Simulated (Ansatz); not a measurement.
## Abstraction of H: C2H7Sb + CH5SSn → C2H6Sb + CH6SSn

Species: C2H7Sb `C[CH2][SbH2]`, singlet; CH5SSn `C[S][SnH2]`, doublet; C2H6Sb `C[CH2][SbH]`, doublet; CH6SSn `C[S][SnH3]`, singlet. A radical takes H: the energy is the difference in strength between the Sb–H bond broken and the Sn–H bond made.

Shapes, held fixed at every level: PBE0-D4/def2-TZVP. Flexible molecules stand in one conformer, not always the lowest. Programs: Ansatz 0.2.0. The zero-point and thermal change to 298 K, harmonic and unscaled (PBE0-D4/def2-TZVP), is +0.2 kJ/mol.

```csv
level,kind,ΔH(298 K) (kJ/mol),less CCSD(T)/def2-TZVPP
SPW92/def2-TZVPP,LDA,-2.6,+24.9
PBE0-D4/def2-TZVPP,global hybrid,-19.2,+8.3
r2SCAN0-D4/def2-TZVPP,global hybrid,-22.8,+4.7
wB97M-V/def2-TZVPP,range-separated hybrid,-25.9,+1.6
wB97X-V/def2-TZVPP,range-separated hybrid,-28.0,-0.5
MP2/def2-SVP,perturbation theory,-33.3,-5.8
CCSD/def2-SVP,coupled cluster or CI,-33.3,-5.8
CCSD(T)/def2-TZVPP,coupled cluster or CI,-27.5,0.0
```

The highest level, CCSD(T)/def2-TZVPP, gives ΔH(298 K) = -27.5 kJ/mol; the levels span -33.3 to -2.6. The column of differences is taken from that level and isn't an error. No measured value is set beside it here. Open shells run unrestricted unless RO is named. For atoms past krypton def2 sets carry core potentials with scalar relativity. Correlated rows may include outer-core shells of Sb, Sn, which these sets cover unevenly.

Hydrogen transfer from antimony to tin is exothermic at every level, so the Sn–H bond formed is stronger than the Sb–H bond broken; the best value is -27.5 kJ/mol. The thermal term is almost nil, as expected when one heavy-element hydride stretch replaces another, and the preference is therefore electronic. It probably reflects hybridisation: antimony keeps its lone pair largely in 5s and binds hydrogen through nearly pure 5p orbitals, which also suit the unpaired electron of the stibinyl radical. Tin, with no such lone pair in the stannane, can put more 5s character into its bond to hydrogen.

The sign is secure across these methods, but the size is less so. SPW92 makes the exchange nearly thermoneutral, perhaps because its overbinding cancels incompletely between the two bonds, whereas both range-separated hybrids lie close to CCSD(T). MP2 and CCSD coincide in the small basis, but the step from there to CCSD(T) changes basis and triples together, so the shift can't be assigned to either alone.
